**Question.** The table gives computed NMR shifts for the borane HC≡C–CH₂–BH–O–CH₃. Atoms 1 and 2 are the alkyne carbons, 3 is the CH₂ carbon, 4 is boron and 6 is the methoxy carbon; each proton carries the number of the atom it sits on. A simple rule says that a neighbour which withdraws electrons raises the shift of a carbon and of its protons together, while an electropositive neighbour lowers it. Which protons break this rule, by how much, and why?

NMR shifts of HC≡C–CH₂–BH–O–CH₃ relative to TMS, computed with PySCF 2.14.0 and tblite 0.8.0 at the CAM-B3LYP/pcSseg-1 level in dichloromethane on GFN2-xTB geometries. The average runs over the two conformers kept, with Boltzmann weights at 298.15 K from CAM-B3LYP-D3(BJ)/pcSseg-1 energies and GFN2-xTB free-energy terms.

```tsv
atom	nucleus	count	shift in conformer 1 (ppm)	shift in conformer 2 (ppm)	averaged shift (ppm)
1	13C	1	74.50	73.50	74.10
2	13C	1	91.50	91.60	91.50
3	13C	1	13.60	13.00	13.30
6	13C	1	64.20	64.20	64.20
1	1H	1	1.52	1.47	1.49
3	1H	2	2.00	1.83	1.92
4	1H	1	5.07	5.14	5.10
6	1H	3	4.50	4.41	4.46
```

**Model answer.**

The two saturated groups obey the rule. From CH₂, bound to boron, to OCH₃, bound to oxygen, the averaged carbon shift rises by 50.9 ppm and the proton shift by 2.54 ppm. Oxygen draws electron density away from the whole methyl group. The protons thereby lose part of the cloud that shields them. At carbon the main effect is expected to be a stronger paramagnetic circulation, one that adds to the applied field, and this too raises the shift.

The alkyne CH breaks it. Its carbon, at 74.1 ppm, lies above the methoxy carbon, yet its proton, at 1.49 ppm, is the lowest in the molecule. To size the break, draw a straight line through the two saturated groups and extend it to the alkyne carbon, which lies 9.9 ppm beyond OCH₃:

$$\delta_{\mathrm H} \approx 4.46 + \frac{2.54}{50.9}\times 9.9 \approx 4.95\ \text{ppm}$$

Here $\delta_{\mathrm H}$ is the proton shift expected if the rule held. The computed proton lies about 3.5 ppm below it, a gap larger than the whole step from CH₂ to OCH₃.

The cause, as theory has it, is the shape of the triple bond. Its electron cloud is nearly round about the bond axis, so a magnetic field along that axis drives only the ordinary diamagnetic circulation, which shields the proton at the end of the bond. A field across the axis mixes occupied with empty orbitals and sets up a paramagnetic circulation. This strengthens the field at the carbon and raises its shift. The proton, however, sits beside this induced magnetic moment, where the moment's field points backwards and shields. One and the same circulation thus moves carbon and proton in opposite directions.

The proton on boron is the second break. Boron is more electropositive than carbon, so this proton should be well shielded. Compare it with the methoxy protons: both kinds sit on an atom that carries one oxygen, but the carrier changes from carbon to boron. The match is not perfect, since the carrier's other neighbours and its number of bonds change too. The proton on boron nevertheless comes out at 5.10 ppm, the highest of all and 0.64 ppm above OCH₃.

Here theory points to the formally empty p orbital of three-coordinate boron, which stands upright on the plane of its bonds. A lone pair of the oxygen fills it in part, but it can still take up electrons. A field along the B–H bond turns electrons of the B–C and B–O bonds towards this orbital and so drives a paramagnetic circulation around boron. The proton lies on the axis of the induced moment, where the moment's field adds to the applied one and deshields. Fields across B–H, whether in the plane or upright on it, also induce paramagnetic moments, and those shield the proton. A magnetic moment acts only half as strongly beside itself as on its axis, though, so deshielding wins if the moment along B–H is larger than the mean of the two across it. This is plausible, because a field upright on the plane can't turn electrons into the empty p orbital, but the shifts alone don't prove it.

In this picture the two breaks have one root. What matters is how strong a paramagnetic circulation a field along the bond to hydrogen drives at the carrier atom, compared with fields across that bond. At the alkyne carbon the field along the bond drives hardly any, and the proton is shielded. At trigonal boron it is expected to drive a strong one, and the proton is deshielded.

**Remarks on the reasoning.**

*The line is a yardstick.* Two groups fix it exactly, so their agreement with it proves nothing, and the CH₂ group also feels the alkyne and boron next to it. The alkyne break doesn't hang on the line, however. Without it, the alkyne proton still lies 2.97 ppm below the methoxy protons although its carbon lies above theirs.

*Conformation is not the cause.* In conformer 1 the alkyne lies on the same side as oxygen, and in conformer 2 it is turned well away. No proton shift changes by more than 0.17 ppm between them, and both breaks appear in each. The nearly equal and rather uncertain populations therefore don't matter here. The search may have lost a further rotamer, so this comparison speaks only for the two forms at hand.

*The two breaks are not equally secure.* Unscaled proton shifts can be wrong by some tenths of a ppm. That is little beside the alkyne break but not beside the narrow lead of the proton on boron over OCH₃. The safer finding is that this proton is strongly deshielded despite its electropositive carrier. It holds for the single molecule in a model solvent: if two such boranes joined through bridging hydrogens, the p orbital would be used up in the bridges.

*Sizes and causes rest on different ground.* The shifts show the two breaks and their sizes. The circulations are argued from orbital symmetry, and at the length of one bond the picture of a small magnet gives the direction of an effect better than its size. The output below lists the differences used here, conformer by conformer where that matters.

Printed output of the fit:

```
Carbon shift, OCH3 less CH2 (ppm): 50.9
Proton shift, OCH3 less CH2 (ppm): 2.54
Slope of the line, ppm of proton shift per ppm of carbon shift: 0.0499
Alkyne proton shift expected from the line (ppm): 4.954
Alkyne proton, computed less expected (ppm): -3.464
Carbon shift, alkyne CH less OCH3 (ppm): 9.9
Proton shift, alkyne CH less OCH3 (ppm): -2.97
Proton shift, alkyne CH less CH2 (ppm): -0.43
Proton shift, BH less OCH3 (ppm): 0.64
Proton shift, BH less alkyne CH (ppm): 3.61
Proton shift, alkyne CH less OCH3, conformer 1 (ppm): -2.98
Proton shift, alkyne CH less OCH3, conformer 2 (ppm): -2.94
Proton shift, BH less OCH3, conformer 1 (ppm): 0.57
Proton shift, BH less OCH3, conformer 2 (ppm): 0.73
Largest change between conformers, carbon (ppm): 1
Largest change between conformers, proton (ppm): 0.17
Change between the conformers:
  row  conformer 1 less conformer 2 (ppm)
    1                                   1
    2                                -0.1
    3                                 0.6
    6                                   0
    1                                0.05
    3                                0.17
    4                               -0.07
    6                                0.09
```
